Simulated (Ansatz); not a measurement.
A (100) slab of Ru (P6_3/mmc (No. 194)), 10 planes, outer planes Ru (top) and Ru (bottom), with 10 atoms (Ru10) in a surface cell of A = 11.528 Å², as cut from the bulk:

```
CELL_PARAMETERS angstrom
2.70235 0.00000 0.00000
0.00000 4.26597 0.00000
0.00000 0.00000 25.14131
ATOMIC_POSITIONS crystal
Ru 0.00000 0.75000 0.29831
Ru 0.50000 0.25000 0.32934
Ru 0.50000 0.75000 0.39140
Ru 0.00000 0.25000 0.42243
Ru 0.00000 0.75000 0.48449
Ru 0.50000 0.25000 0.51551
Ru 0.50000 0.75000 0.57757
Ru 0.00000 0.25000 0.60860
Ru 0.00000 0.75000 0.67066
Ru 0.50000 0.25000 0.70169
```

These are results of DFT r2SCAN, scalar-relativistic, plane waves, PAW (Ansatz), not measurements. Settings: cutoff 500 eV, Γ-centred mesh 13×8×1 on the computed 10-atom cell, Gaussian smearing of 0.10 eV; no spin polarisation.

Against the same 10 atoms in the bulk, the slab as cut lies 4.700 eV higher and the relaxed slab 4.599 eV higher.

Q: Work out the surface energy before and after relaxation.

A: The slab has two faces, so γ = (E_slab − N·E_bulk)/(2A), the mean of both. As cut: 4.700/(2 × 11.528) = 0.2039 eV/Å², and 1 eV/Å² = 16.02 J/m², so γ = 3.27 J/m². Relaxed: 4.599/(2 × 11.528) = 0.1995 eV/Å² = 3.20 J/m². Relaxation recovers 2 % of the cost of cutting.

Q: What is the ideal work of this cut, per area?

A: Griffith's ideal work is 2γ: 6.53 J/m² if the new faces stay rigid, 6.39 J/m² if they relax. Other cuts parallel to this plane can cost less. One thickness was run, 10 planes, so γ can still shift with it.

Creating this prismatic ruthenium face is expensive, and relaxation changes that little: 3.27 J/m² falls only to 3.20 J/m². The cost reflects the strong metallic bonding of a partly filled 4d shell, in which bonding states are well occupied and antibonding ones largely empty. Surface atoms lose neighbours, their local d band narrows, and part of that cohesion is lost. Small inward shifts of the outer planes, usual on such metal faces, probably strengthen the remaining back-bonds but cannot replace the missing ones.

The coordinates show alternating narrow and wide plane spacings, with a narrow one beneath each outer plane. The cut therefore runs through the wide gap, where fewer nearest-neighbour bonds cross, and both faces have the same termination. A cut through the narrow gap would probably cost more, so this is the termination expected to be favoured for this orientation. The ideal work is the thermodynamic cost of separation, not a measure of fracture toughness, which also includes plastic dissipation at the crack tip.
